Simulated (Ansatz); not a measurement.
Ligand exchange: C2H3ClSn + C2H4FGa → C2H3FSn + C2H4ClGa

Species: C2H3ClSn `C#[C][SnH2][Cl]`, singlet; C2H4FGa `C=[CH][GaH][F]`, singlet; C2H3FSn `C#[C][SnH2][F]`, singlet; C2H4ClGa `C=[CH][GaH][Cl]`, singlet. The partners trade Cl for F: Sn–Cl and Ga–F bonds give way to Sn–F and Ga–Cl.

Shapes, held fixed at every level: PBE0-D4/def2-TZVP. Flexible molecules stand in one conformer, not always the lowest. Programs: Ansatz 0.2.0. Electronic energies: no zero-point or thermal term.

Estimate ΔE of this reaction.

The highest level, CCSD(T)/def2-TZVPP, gives ΔE = +5.4 kJ/mol; the levels span +2.2 to +8.4. The column of differences is taken from that level and isn't an error. No measured value is set beside it here. For atoms past krypton def2 sets carry core potentials with scalar relativity. Relativity is left out for Ga unless named. Correlated rows may include outer-core shells of Ga, Sn, which these sets cover unevenly. Times are processor times on shared x86 and Arm servers, and rough.

```tsv
level	kind	ΔE (kJ/mol)	less CCSD(T)/def2-TZVPP	CPU time (sum over the molecules)
HF/def2-TZVPP	Hartree–Fock	+3.5	-1.9	–
PBE-D4/def2-TZVPP	GGA	+2.7	-2.7	33 s
r2SCAN-D4/def2-TZVPP	meta-GGA	+2.2	-3.2	57 s
wB97X-V/def2-TZVPP	range-separated hybrid	+3.3	-2.1	1.8 min
B2PLYP/def2-TZVPP	double hybrid	+4.4	-1.0	74 s
MP2/def2-SVP	perturbation theory	+7.9	+2.5	–
CCSD(T)/def2-SVP	coupled cluster or CI	+8.4	+3.0	67 s
CCSD(T)/def2-TZVPP	coupled cluster or CI	+5.4	0.0	9.6 min
```

The exchange is slightly uphill at every level, so fluorine, relative to chlorine, mildly prefers gallium to tin in these molecules. Both sides contain one metal–fluorine and one metal–chlorine bond, so most of the large bond energies cancel, and Hartree–Fock already gives the right sign. The remaining preference probably reflects the smaller, harder gallium centre, which gains more from a short, strongly polar bond to fluoride. Three-coordinate gallium also has a formally empty p orbital that can accept halogen lone-pair density, an option less available to four-coordinate tin.

The two largest values, +7.9 and +8.4 kJ/mol, both come from the small basis. MP2 and CCSD(T) nearly agree there, while enlarging the basis lowers the coupled-cluster result to +5.4 kJ/mol. This suggests that basis quality matters more here than correlation beyond second order, and the basis-set limit could lie somewhat away from the best value. Because tin carries an ethynyl group and gallium a vinyl group, the result doesn't isolate an intrinsic preference of the two metals.
